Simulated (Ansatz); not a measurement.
# Ligand exchange: GeH2(CH3)Br + C3H8Mg → GeH2(CH3)2 + C2H5BrMg

Gas-phase species: GeH2(CH3)Br, singlet; C3H8Mg `C[CH2][Mg][CH3]`, singlet; GeH2(CH3)2, singlet; C2H5BrMg `C[CH2][Mg][Br]`, singlet. The partners trade Br for CH3: Ge–Br and Mg–CH3 bonds give way to Ge–CH3 and Mg–Br.

Shapes, held fixed at every level: PBE0-D4/def2-TZVP. Programs: Ansatz 0.2.0. Electronic energies: no zero-point or thermal term.

Estimate ΔE of this reaction.

The highest level, CCSD(T)/def2-TZVPP, gives ΔE = -132.6 kJ/mol; the levels span -152.9 to -124.2. The column of differences is taken from that level and isn't an error. No measured value is set beside it here. Relativity is left out for Br, Ge. Outer-core shells of Br, Ge, Mg are correlated, in sets that cover them unevenly.

| level | kind | ΔE (kJ/mol) | less CCSD(T)/def2-TZVPP |
| --- | --- | --- | --- |
| HF/def2-SVP | Hartree–Fock | -152.9 | -20.3 |
| SPW92/def2-TZVPP | LDA | -124.2 | +8.4 |
| r2SCAN-D4/def2-TZVPP | meta-GGA | -133.0 | -0.4 |
| r2SCAN0-D4/def2-TZVPP | global hybrid | -136.5 | -3.9 |
| wB97X-V/def2-TZVPP | range-separated hybrid | -132.9 | -0.3 |
| CCSD(T)/def2-SVP | coupled cluster or CI | -145.4 | -12.8 |
| CCSD/def2-TZVPP | coupled cluster or CI | -135.0 | -2.4 |
| CCSD(T)/def2-TZVPP | coupled cluster or CI | -132.6 | 0.0 |

Exchange of bromide for methyl is strongly exothermic at every level, as expected for alkylation of a germanium halide by an organomagnesium reagent. The driving force lies mainly at magnesium. This electropositive metal gains more from a strongly polar bond to bromide than from one to a carbanion-like methyl group, while germanium, closer to carbon in electronegativity, gives up its bromide for a robust covalent Ge–C bond.

The sign is secure, but the finer ordering of methods is less so. Enlarging the basis moves CCSD(T) from -145.4 to -132.6 kJ/mol, so much of the Hartree–Fock offset comes from its small basis rather than from missing correlation. In the larger basis, the triples correction changes little, which suggests a predominantly single-reference problem. The near coincidence of r2SCAN-D4 and wB97X-V with CCSD(T) therefore doesn't establish their accuracy, as the remaining basis error could exceed those gaps. In ether, donor coordination and aggregation at magnesium could shift the balance, since they would stabilise the two organomagnesium species unequally.
